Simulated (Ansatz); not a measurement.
**Redistribution: C4H9F + C4H3F3 → C4H10 + C4H2F4**

Species: C4H9F `CC(C)CF`, singlet; C4H3F3 `FC1=CC(F)C1F`, singlet; C4H10 (isobutane) `CC(C)C`, singlet; C4H2F4 `FC1=CC(F)(F)C1F`, singlet. The partners trade F for H; both sit on C, so the bond types are kept.

Shapes, held fixed at every level: PBE0-D4/def2-TZVP. Flexible molecules stand in one conformer, not always the lowest. Programs: Ansatz 0.2.0. The zero-point and thermal change to 298 K, harmonic and unscaled (PBE0-D4/def2-TZVP), is -3.5 kJ/mol.

```
               level                    kind  ΔH(298 K) (kJ/mol)  less CCSD(T)/CBS estimate  CPU time (sum over the molecules)
   PBE-D4/def2-TZVPP                     GGA               -32.4                       -3.2                               39 s
  PBE0-D4/def2-TZVPP           global hybrid               -33.0                       -3.8                               43 s
  wB97M-V/def2-TZVPP  range-separated hybrid               -32.6                       -3.4                            2.6 min
      MP2/def2-TZVPP     perturbation theory               -31.5                       -2.3                                  –
    CCSD(T)/def2-SVP   coupled cluster or CI               -36.6                       -7.4                            2.7 min
       CCSD/def2-SVP   coupled cluster or CI               -34.8                       -5.6                                  –
  CCSD(T)/def2-TZVPP   coupled cluster or CI               -30.4                       -1.2                             75 min
CCSD(T)/CBS estimate   coupled cluster or CI               -29.2                        0.0                             81 min
```

The highest level, CCSD(T)/CBS estimate, gives ΔH(298 K) = -29.2 kJ/mol; the levels span -36.6 to -29.2. The column of differences is taken from that level and isn't an error. No measured value is set beside it here. The CBS estimate extrapolates MP2 from def2-TZVPP and def2-QZVPP and adds CCSD(T) − MP2 in the triple-zeta set, cores frozen. Times are processor times on shared x86 and Arm servers, and rough.

Moving fluorine from the isobutyl carbon to the fluorinated ring is exothermic at every level, and the thermal term of -3.5 kJ/mol supplies only a small part of this. The main driving force is probably geminal stabilisation: the product gains a CF2 group, in which each fluorine lone pair can donate into the neighbouring C–F σ* orbital and the more positive carbon binds both fluorines more strongly. This gain evidently outweighs the repulsion between the C–F dipoles on adjacent ring carbons.

The three density functionals agree closely, as expected when bond types are conserved and much of the local error cancels. Basis set matters more than the choice among them: CCSD(T) moves from -36.6 kJ/mol in the double-zeta set to -30.4 in the triple-zeta set, so the small-basis value exaggerates the preference, probably through an unbalanced description of the crowded fluorines. The exothermic direction is therefore well supported, but this single exchange can't separate the geminal effect from the allylic, vicinal and ring-strain contributions.
